**Question.** The table gives the 4s ionisation energies of Ge²⁺ and Ge³⁺ from scalar-relativistic calculations. IE is a difference of two self-consistent total energies, "IE less table" is its error against the NIST value, $\varepsilon$ is the 4s eigenvalue before ionisation, and $a$ is the share of exact exchange.

B-spline radial atomic code 1, all-electron spherical Ge ions at the basis-set limit, with scalar-relativistic spin-free one-electron X2C, a Fermi nucleus and spin-polarised functionals. Ge²⁺ ([Ar] 3d¹⁰ 4s²) and Ge³⁺ ([Ar] 3d¹⁰ 4s¹) each lose a 4s electron. IE is a ΔSCF total-energy difference, table values are from NIST, and ε is the 4s eigenvalue before ionisation.

| method | rung | share of exact exchange | IE(Ge2+) (eV) | IE(Ge2+) less table (eV) | −ε(4s) of Ge2+ (eV) | IE(Ge3+) (eV) | IE(Ge3+) less table (eV) | −ε(4s) of Ge3+ (eV) |
| --- | --- | --- | --- | --- | --- | --- | --- | --- |
| LDA PW92 | LDA | 0 | 34.820 | 0.763 | 29.620 | 47.024 | 1.308 | 41.524 |
| RPBE | GGA | 0 | 34.214 | 0.156 | 29.068 | 46.498 | 0.782 | 40.968 |
| OLYP | GGA | 0 | 33.985 | -0.073 | 28.839 | 46.325 | 0.610 | 40.792 |
| SCAN | meta-GGA | 0 | 34.161 | 0.103 | 29.664 | 46.499 | 0.784 | 41.710 |
| B3LYP VWN-RPA | hybrid | 20 % | 34.494 | 0.436 | 30.303 | 46.786 | 1.071 | 42.262 |
| PBE0 | hybrid | 25 % | 34.035 | -0.023 | 30.270 | 46.285 | 0.570 | 42.205 |
| CAM-B3LYP | range-separated hybrid | 19 % short, 65 % long range | 34.458 | 0.401 | 31.947 | 46.757 | 1.042 | 43.951 |
| Hartree-Fock | Hartree-Fock | 100 % | 32.194 | -1.863 | 32.450 | 44.627 | -1.088 | 44.742 |

(a) Derive how the gap $g=\mathrm{IE}+\varepsilon$ should depend on $a$ and test the result on PBE0. (b) Find the rows that break this rule, size the breaks and explain them. (c) Does IE follow $a$ or the rung? Find the regularity that the computed IEs obey and say what breaks it.

**Model answer.**

(a) By Janak's theorem $\varepsilon=\partial E/\partial n$, where $n$ is the occupation of the 4s spin orbital. So $-\varepsilon$ is the rate at which $E$ rises as the electron starts to leave at $n=1$, IE is the mean rate on the way from $n=1$ to 0, and $g$ measures the curvature. Let $J$ be the Coulomb self-repulsion of the orbital and suppose that exchange cancels it at $n=1$:

$$E_\text{self}=\tfrac12J\,(n^2-n^p),\qquad g=J\,(1-p/2).$$

Exact exchange has $p=2$ and no gap at fixed orbitals; relaxation of the ion then lowers IE, which is why Hartree-Fock has $g=-0.256$ and $-0.115$ eV. Semilocal exchange has $p$ between 1 (orbital on a large background density) and 4/3 (isolated orbital), so $g$ lies between $J/3$ and $J/2$, several eV for a 4s orbital of this size. The GGA mean is 5.146 eV for Ge²⁺ and 5.531 eV for the more compact Ge³⁺. Mixing at fixed orbitals is linear:

$$g(a)=(1-a)\,g_\text{GGA}+a\,g_\text{HF}.$$

The ends are the mean of RPBE and OLYP and the Hartree-Fock row, so these rows are no test. For PBE0, which did not enter, Ge²⁺ gives $0.75\times5.146-0.25\times0.256=3.796$ eV, against $34.035-30.270=3.765$ eV. LDA lies within 0.06 eV of the line and B3LYP about 0.12 eV above it in both ions. These misfits far exceed the 0.001 eV rounding. They mark the accuracy of a line that scales correlation away with $a$, whereas the hybrids keep it in full, and that takes the GGA mean in place of each hybrid's own semilocal parent.

(b) Two rows break the line. CAM-B3LYP lies 1.61 and 1.65 eV below it at its short-range share and 0.9 eV above it at its long-range share. Its share rises from 0.19 to 0.65 as $\mathrm{erf}(\mu r_{12})$ of the electron distance $r_{12}$, and the curvature is cancelled over the distances at which the 4s orbital repels itself. A nodeless Slater density matched to the computed 4s mean radius and mean square radius, with the standard $\mu=0.33$ bohr⁻¹, puts a fraction 0.63 of $J$ in the long-range part for Ge²⁺. The effective share is $0.19+0.46\times0.63=0.48$, against 0.49 read from the gap; the misfits fall to $-0.05$ and $-0.07$ eV, with nothing adjusted to the gap. The change of exact-exchange energy on ionisation in the same runs, scaled to PBE0, gives 0.46 and 0.44. This is only a rough check: the change also holds 4s–core exchange, which is short-ranged and lowers the share, and the relaxation of the other orbitals, which offsets part of it. This break is an apparent one.

SCAN has no exact exchange, yet lies 0.65 and 0.74 eV below the GGA mean, as if $a$ were 0.12 to 0.13. SCAN uses the kinetic-energy density to recognise regions where one orbital holds the density, such as the 4s tail; its exchange is built for such densities. Exchange is the likely source of the break, since correlation adds little curvature in $n$, but the table does not separate the two. This reading agrees with the next step, loss of a 3d electron among overlapping orbitals, where the same calculation puts SCAN only 0.11 eV below a GGA gap of 12.6 eV. That step is weaker evidence, because its ion has a fractionally filled spherical shell.

(c) IE follows neither. Over the six functionals with a single share, a straight line in $a$ has $R^2$ of 0.01 and 0.03. B3LYP lies above both GGAs and SCAN, PBE0 about 0.5 eV below B3LYP. A difference of energies samples only integer $n$, where curvature does not enter: CAM-B3LYP and B3LYP differ by over 1.6 eV in $-\varepsilon$ and by under 0.04 eV in IE.

The regularity is the step

$$D=\mathrm{IE}(3+)-\mathrm{IE}(2+)=E(2+)+E(4+)-2E(3+),$$

the effective repulsion between the two 4s electrons. The IEs of the seven functionals span 0.84 and 0.74 eV, their $D$ only 0.14 eV around 12.29 eV. Whatever a functional adds to the binding of a 4s electron to the core appears in both steps and cancels. Hartree-Fock sits 0.15 eV above the mean. The real break is the measurement, $D=11.66$ eV, 0.63 eV below it.

Hartree-Fock lacks correlation and falls short by 1.86 eV for Ge²⁺ but 1.09 eV for Ge³⁺. Ge³⁺ has no 4s pair, so its shortfall points mainly to 4s–core correlation, and the extra 0.775 eV of the first step mainly to correlation within the pair. Each functional adds 90 to 95 % as much to Hartree-Fock in the second step as in the first, where measurement needs 58 %; they recover only 12 to 30 % of the 0.775 eV. A likely cause is that a 4s² pair lowers its energy by mixing with the near-lying 4p², an angular correlation across the whole shell that semilocal correlation describes poorly. The table does not prove it. Exchange is a sum over the two spins, so at fixed orbitals it drops out of $D$ for any functional, leaving $J$ plus a correlation term; it returns only because the orbitals relax between the three ions. The 12 to 30 % is thus a net figure, in which a semilocal exchange error can offset part of the pair correlation that the functional does recover, and the totals do not separate the two. The residuals of every row stand in the output that follows.

**Remarks on the reasoning.** Multiplets, fractional occupation and first-order spin-orbit coupling earn no credit in the 4s steps: the runs have integer occupations, and 4s², 4s¹ and 3d¹⁰ give the single terms ¹S, ²S and ¹S. QED and two-electron relativistic terms are absent from every row; they should be small against 0.6 eV and partly cancel in $D$, which is argued and not computed.

Ranking by Ge²⁺ alone misleads. The errors of PBE0 and OLYP, $-0.023$ and $-0.073$ eV, become $+0.570$ and $+0.610$ eV at Ge³⁺, and with $D$ too large no functional here can be right for both. RPBE and SCAN differ by the rounding at Ge³⁺. Hartree-Fock's $-\varepsilon$ lies nearer to NIST than its IE only because neglected relaxation offsets part of the absent correlation.

For a neighbouring 4s² ion over 3d¹⁰ the argument predicts a semilocal gap that grows as the orbital shrinks, a CAM-B3LYP share that then slides towards 0.19, and a functional error that is again more positive for the lone electron than for the pair.

Numerical output:

```
Rounding of any difference of two table entries: 0.001 eV
1. Gap g = IE+eps (eV); line from GGA mean (5.146, 5.531) to HF (-0.256, -0.115), Ge2+ and Ge3+
method           share  g(2+)  g-line  g(3+)  g-line  apparent share 2+, 3+
LDA PW92         0.00   5.200  +0.054  5.500  -0.031  -0.010  0.006
RPBE             0.00   5.146  -0.000  5.530  -0.002   0.000  0.000
OLYP             0.00   5.146  +0.000  5.533  +0.002  -0.000 -0.000
SCAN             0.00   4.497  -0.649  4.789  -0.742   0.120  0.131
B3LYP VWN-RPA    0.20   4.191  +0.125  4.524  +0.122   0.177  0.178
PBE0             0.25   3.765  -0.031  4.080  -0.040   0.256  0.257
CAM-B3LYP        0.19   2.511  -1.609  2.806  -1.653   0.488  0.483
Hartree-Fock     1.00  -0.256  +0.000 -0.115  +0.000   1.000  1.000
(GGA mean and HF fix the line; CAM-B3LYP listed at its short-range share)
CAM-B3LYP g-line at long-range share 0.65: +0.876, +0.945 eV
Ge2+ Slater 4s: erf fraction 0.63, share 0.479 (apparent 0.488), g-line -0.046 eV
     rough scale J/3 to J/2: 4 to 6 eV; GGA g less HF g 5.40 eV
Ge3+ Slater 4s: erf fraction 0.61, share 0.470 (apparent 0.483), g-line -0.070 eV
     rough scale J/3 to J/2: 4 to 7 eV; GGA g less HF g 5.65 eV
CAM-B3LYP share from exact-exchange change, scaled to PBE0: 0.463, 0.438
GGA gap ratio 2+/3+ 0.930; inverse ratio of 4s mean radii 0.949
3d step gap (eV): LDA 12.60, RPBE 12.60, OLYP 12.63, SCAN 12.50, HF -4.04
SCAN less GGA mean gap: 4s -0.649, -0.742; 3d -0.113 eV
IE vs share, six global functionals: eV per 10 % and R2: 2+ -0.030, 0.01; 3+ -0.040, 0.03
-eps vs share, six global functionals: eV per 10 % and R2: 2+ +0.430, 0.70; 3+ +0.428, 0.67
gap vs share, six global functionals: eV per 10 % and R2: 2+ -0.460, 0.80; 3+ -0.468, 0.78
CAM-B3LYP less B3LYP: IE -0.036, -0.029; -eps +1.644, +1.689 eV
2. Step D = IE(3+)-IE(2+): functional mean 12.287, spread (max-min) 0.136, std 0.048 eV
method              D   D-mean  D-NIST  above HF 2+, 3+  ratio  share of HF-NIST D gap
LDA PW92         12.204  -0.083  +0.546   2.626  2.397   0.913     30 %
RPBE             12.284  -0.003  +0.626   2.020  1.871   0.926     19 %
OLYP             12.340  +0.053  +0.682   1.791  1.698   0.948     12 %
SCAN             12.338  +0.051  +0.680   1.967  1.872   0.952     12 %
B3LYP VWN-RPA    12.292  +0.005  +0.634   2.300  2.159   0.939     18 %
PBE0             12.250  -0.037  +0.592   1.841  1.658   0.901     24 %
CAM-B3LYP        12.299  +0.012  +0.641   2.264  2.130   0.941     17 %
Hartree-Fock     12.433  +0.146  +0.775 
NIST             11.658  -0.629  +0.000   1.864  1.088   0.584    100 %
Functional IE range: 0.835 (2+), 0.739 (3+) eV; mean error +0.252, +0.881 eV
LDA IE less GGA mean: +0.721, +0.612; B3LYP less PBE0: +0.459, +0.501 eV
-eps less NIST: HF -1.608, -0.973; LDA -4.438, -4.191; CAM-B3LYP -2.111, -1.764 eV
```
